Wurtzite CdSe (4-atom cell) under hydrostatic strain, atomic positions relaxed at each volume, computed with Ansatz 0.2.0 using r2SCAN, PAW and plane waves (cutoff 500 eV, 12×12×4 k mesh, fixed occupations), without spin polarisation or spin-orbit coupling. The band gap is the least over the k mesh, named k points and paths between them.

```csv
volume (Å³/atom),c/a,shortest distance (Å),band gap (eV),least direct gap (eV)
25.541,1.6303,2.550,1.392,1.392
26.347,1.6303,2.576,1.321,1.321
27.171,1.6303,2.603,1.249,1.249
27.589,1.6303,2.616,1.213,1.213
28.011,1.6303,2.629,1.177,1.177
28.438,1.6303,2.642,1.141,1.141
28.868,1.6303,2.655,1.105,1.105
29.743,1.6303,2.682,1.034,1.034
30.635,1.6303,2.709,0.963,0.963
31.545,1.6303,2.734,0.894,0.894
32.473,1.6303,2.761,0.825,0.825
```

## A few tenths of an eV for a few percent of length

The gap of wurtzite CdSe shifts by about 0.07 eV for each percent of length, and it widens when the crystal is squeezed. The row with volume 28.868 Å³ per atom is practically free of pressure. In the first row every edge of the cell is 4 % shorter, and in the last row 4 % longer. Either change moves the gap by roughly a quarter of its unstrained value.

The ratio c/a is held fixed, so the cell keeps its shape and the volume measures the strain completely. Both band edges stay at Γ, the centre of the Brillouin zone, and the two gap columns agree in every row. The trend therefore involves no switch between a direct and an indirect gap. Three explanations of it are worth weighing.

## First explanation: closer atoms, broader bands

The most familiar argument runs as follows. Closer atoms overlap more, overlap broadens the bands, and broader bands eat into the gap between them. Compression should then close the gap. The table shows the opposite at every step.

The flaw lies in a hidden assumption, namely that the centres of the two bands stay where they are. In the standard bonding picture of a tetrahedral semiconductor, the bands below the gap are mainly bonding and those above it mainly antibonding. A stronger coupling broadens each set, but it also drives the two sets apart. The bands of CdSe may well broaden under compression; band widths are not listed here. What the numbers refute is the conclusion that broadening decides the gap.

## Second explanation: the gap as a kinetic energy

A better attempt starts from kinetic energy. If all lengths of a wave shrink in proportion, its kinetic energy grows as $1/L^2$, where $L$ is any length of the cell. Treating the whole gap as an energy of this kind gives the right direction. It also gives a size, because the unstrained row fixes the scale.

For the first row the factor is $(28.868/25.541)^{2/3} = 1.085$. The gap should then rise from 1.105 to 1.199 eV, but the calculation gives 1.392 eV. Over the whole series this scaling yields less than a third of the computed change.

Could the fault lie with the functional? Semilocal functionals such as r2SCAN give gaps that are too small, and a recalled measured value for CdSe is roughly 1.8 eV. The missing spin-orbit coupling does not explain the shortfall, since it would lower the computed gap further. Starting from 1.8 eV, the same scaling would still produce only about half of the computed change. What fails is the scaling of the gap as a whole; a part of the gap may still follow such a law.

## Third explanation: bonding and antibonding levels pushed apart

The gap is a difference, and only part of it depends on length. Take two atomic levels with mean energy $m$, half their separation $\delta$, and coupling $W$. They combine into a lower, bonding level and an upper, antibonding one at

$$E_\pm = m \pm \sqrt{\delta^2 + W^2}.$$

In the usual picture of such a crystal, the conduction edge at Γ is the upper level of the s pair, with strong Cd s character. The valence top is the lower level of the p pair, mainly Se p. Subtracting one from the other gives

$$E_g = (m_s - m_p) + \sqrt{\delta_s^2 + W_s^2} + \sqrt{\delta_p^2 + W_p^2}.$$

The first bracket is negative, because s levels lie deeper than p levels. It comes from the atoms and hardly depends on the distance between them. The two roots grow as the atoms approach, since the couplings increase roughly as $1/L^2$. Compression thus enlarges both roots and opens the gap, which is the right direction. The size is harder. The $\delta$ do not change with length either, and together with the bracket they add up to the Cd s level minus the Se p level, which is expected to be positive for the free atoms. What each root adds beyond its $\delta$ grows at most as $1/L^4$. With such levels the formula cannot make the gap vary faster than $1/L^4$, whereas the computed gap varies end to end with an effective power of about 6.5. Something outside the formula must therefore lower the gap, for example shifts of the atomic levels in the crystal, and the table does not show what it is. Most of the opening is expected to come from the s root. In CdSe the filled Cd d shell also couples to Se p and pushes the valence top up as the atoms approach, which works against the p root.

A rough shortcut replaces both roots by one term that scales as $1/L^2$. Shortening all lengths by 1 % raises such a term by 2 %, and the table demands 0.07 eV for it. The term must then be about 3.5 eV, some three times the gap itself. This size follows from the assumed power, since a steeper law would need a smaller term. It is not a measured bond energy, and the negative constant that goes with it is a fitted offset, not the atomic bracket of the formula.

## A test on the stretched crystal

The shortcut can be tested outside the range that sets its constants. A constant plus a $1/L^2$ term was fitted to the unstrained and the compressed rows only, so the stretched rows are predictions. With $V$ the volume and $V_0 = 28.868$ Å³ per atom, the fit reads

$$E_g = -2.268 + 3.375\,(V_0/V)^{2/3}\ \text{eV}.$$

For the last row the bracket is $(28.868/32.473)^{2/3} = 0.925$, and the predicted gap is 0.85 eV. The calculation gives 0.825 eV. The model thus captures about nine tenths of the fall from the unstrained gap, in a row that it had not seen. That is a modest success. Simply taking the gain under 4 % compression as the loss under 4 % stretching gives 0.818 eV, which is closer still. The test shows that the shortcut is workable, but it does not single out the third explanation.

The error of the shortcut has a clear pattern. A $1/L^2$ term should lose its grip as the crystal expands, yet the computed gap keeps falling at almost the same rate per relative change of volume. A formula linear in $\ln V$, fitted to the same seven rows, therefore predicts the last row much better, at 0.830 eV. The printed analysis after this text compares both fits row by row.

The better formula describes the response without explaining it. Restoring the fixed $\delta$ inside the roots would not help, because the roots would then flatten even faster on stretching. A possible reason for the steady rate is the push of the Cd d shell on the valence top. It is stronger when the atoms are close, which would hold back the opening mostly on the compressed side. The table does not separate this effect, so it remains a guess.

## Which edge moves?

It is tempting to settle the matter by looking at the two edges separately. In the same calculations, going from the most stretched to the most compressed crystal raises the valence top by 3.39 eV and the conduction bottom by 3.95 eV. The conduction edge rises more, which looks like support for the third explanation.

These numbers cannot carry that conclusion. Band energies in an infinite crystal are counted from an average potential that itself shifts with volume, and here no vacuum level ties the rows together. A common shift of both edges can make either of them appear to do the work. Only the difference of 0.57 eV has a meaning, and that is the change of the gap. The numbers rule out a scaling of the whole gap as $1/L^2$ and agree in direction with bonding and antibonding levels being pushed apart. They do not fix how the gap splits into parts, and the assignment to Cd s and Se p orbitals rests on theory.

## Strain is a better handle than pressure

The slope of the gap against $\ln V$ is called its volume deformation potential. It is close to −2.3 eV at the compressed end of the series and −2.4 eV at the stretched end. A given relative change of volume thus shifts the gap by nearly the same amount throughout.

Plotted against pressure, the same data look quite different. The gap gains about 30 meV per GPa at the compressed end, but about 71 meV per GPa at the stretched end. The link between the two descriptions is the bulk modulus $B$, the pressure needed per relative change of volume:

$$\frac{dE_g}{dP} = -\frac{1}{B}\,\frac{dE_g}{d\ln V}.$$

Between these two ends $B$ falls from about 77 to 34 GPa. The weak response to pressure in the compressed crystal is therefore a matter of lattice stiffness: each further GPa shortens the bonds less. Real CdSe changes to the rocksalt structure near 3 GPa, so the most compressed rows describe wurtzite that is no longer the stable form.

The slope itself belongs to r2SCAN. Semilocal functionals that give too small a gap tend to give too small a deformation potential as well, so the real crystal is expected to respond somewhat more strongly than the 0.07 eV per percent of length found here.

Printed output of the fit:

```
Gap change over the whole series (eV): 0.567
Mean gap shift per 1 % of unstrained length (eV): 0.07088
Effective power of length in the gap, end to end: -6.536
Whole gap as 1/length squared, most compressed row (eV): 1.199
Whole gap as 1/length squared, most stretched row (eV): 1.022
Share of the computed change that this scaling gives (%): 31.28
fit of band_gap on 7 rows (lnv < 0.001): constant 1.106 +/- 0.00058, coefficient of lnv -2.345 +/- 0.0088; rms 0.000788, worst 25.541 0.00121, leave-one-out rms 0.00142
  rows outside the fit (model, value, miss): 29.743 1.036, 1.034, 0.00201; 30.635 0.9667, 0.963, 0.00371; 31.545 0.8981, 0.894, 0.00406; 32.473 0.8301, 0.825, 0.00506
fit of band_gap on 7 rows (lnv < 0.001): constant -2.268 +/- 0.032, coefficient of invsq 3.375 +/- 0.031; rms 0.00192, worst 25.541 0.00279, leave-one-out rms 0.00342
  rows outside the fit (model, value, miss): 29.743 1.041, 1.034, 0.00715; 30.635 0.9766, 0.963, 0.0136; 31.545 0.9139, 0.894, 0.0199; 32.473 0.853, 0.825, 0.028
Largest miss on stretched rows, gap linear in ln V (meV): 5.065
Largest miss on stretched rows, 1/length squared plus constant (meV): 28
Gap slope per unit ln V, end to end (eV): -2.361
Gap slope per unit ln V, compressed end (eV): -2.311
Gap slope per unit ln V, stretched end (eV): -2.368
Gap slope with pressure, compressed end (meV/GPa): 30.19
Gap slope with pressure, stretched end (meV/GPa): 70.59
Mean bulk modulus, compressed end (GPa): 76.55
Mean bulk modulus, stretched end (GPa): 33.55
Raw valence top, rise from most stretched to most compressed (eV): 3.386
Raw conduction bottom, rise from most stretched to most compressed (eV): 3.953
```
